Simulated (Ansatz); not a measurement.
## Ligand exchange: CH7ClSi2 + C2H5FSn → CH7FSi2 + C2H5ClSn

Species: CH7ClSi2 `[SiH3]C[SiH2]Cl`, singlet; C2H5FSn `C[CH2][Sn][F]`, singlet; CH7FSi2 `F[SiH2]C[SiH3]`, singlet; C2H5ClSn `C[CH2][Sn][Cl]`, singlet. The partners trade Cl for F: Si–Cl and Sn–F bonds give way to Si–F and Sn–Cl.

Shapes, held fixed at every level: PBE0-D4/def2-TZVP. Flexible molecules stand in one conformer, not always the lowest. Programs: Ansatz 0.2.0. Electronic energies: no zero-point or thermal term.

```
               level                    kind  ΔE (kJ/mol)  less CCSD(T)/def2-TZVPP  CPU time (sum over the molecules)
   PBE-D4/def2-TZVPP                     GGA        -60.6                    +12.7                               42 s
r2SCAN-D4/def2-TZVPP                meta-GGA        -67.4                     +5.9                               84 s
  PBE0-D4/def2-TZVPP           global hybrid        -67.8                     +5.5                               52 s
  wB97M-V/def2-TZVPP  range-separated hybrid        -68.0                     +5.3                            3.2 min
  wB97X-V/def2-TZVPP  range-separated hybrid        -65.1                     +8.2                            2.3 min
      MP2/def2-TZVPP     perturbation theory        -74.7                     -1.4                                  –
     CCSD/def2-TZVPP   coupled cluster or CI        -75.5                     -2.2                                  –
  CCSD(T)/def2-TZVPP   coupled cluster or CI        -73.3                      0.0                             32 min
```

The highest level, CCSD(T)/def2-TZVPP, gives ΔE = -73.3 kJ/mol; the levels span -75.5 to -60.6. The column of differences is taken from that level and isn't an error. No measured value is set beside it here. For atoms past krypton def2 sets carry core potentials with scalar relativity. Correlated rows may include outer-core shells of Sn, which these sets cover unevenly. Times are processor times on shared x86 and Arm servers, and rough.

Every level places fluorine on silicon and chlorine on tin, with CCSD(T) giving an exchange energy of -73.3 kJ/mol. The driving force is the difference between the two elements' fluoride and chloride bonds. Silicon is small and electropositive, so it forms a short, strongly polar bond to fluorine, reinforced by donation from the fluorine lone pairs into σ* orbitals on silicon. Replacing fluorine by chlorine costs less at the larger, softer tin centre, whose more diffuse 5p orbitals give up less ionic and covalent stabilisation in the change.

The density functionals all make the exchange less exothermic than the wavefunction methods do, PBE most of all, probably because they balance the polar Si–F and Sn–F bonds differently. The preference itself doesn't depend on that choice. Tin is divalent here, with a lone pair and a formally empty p orbital, so the result concerns a stannylene and can't be carried over to tetravalent organotin halides, or to condensed phases where halide bridging can stabilise tin(II).
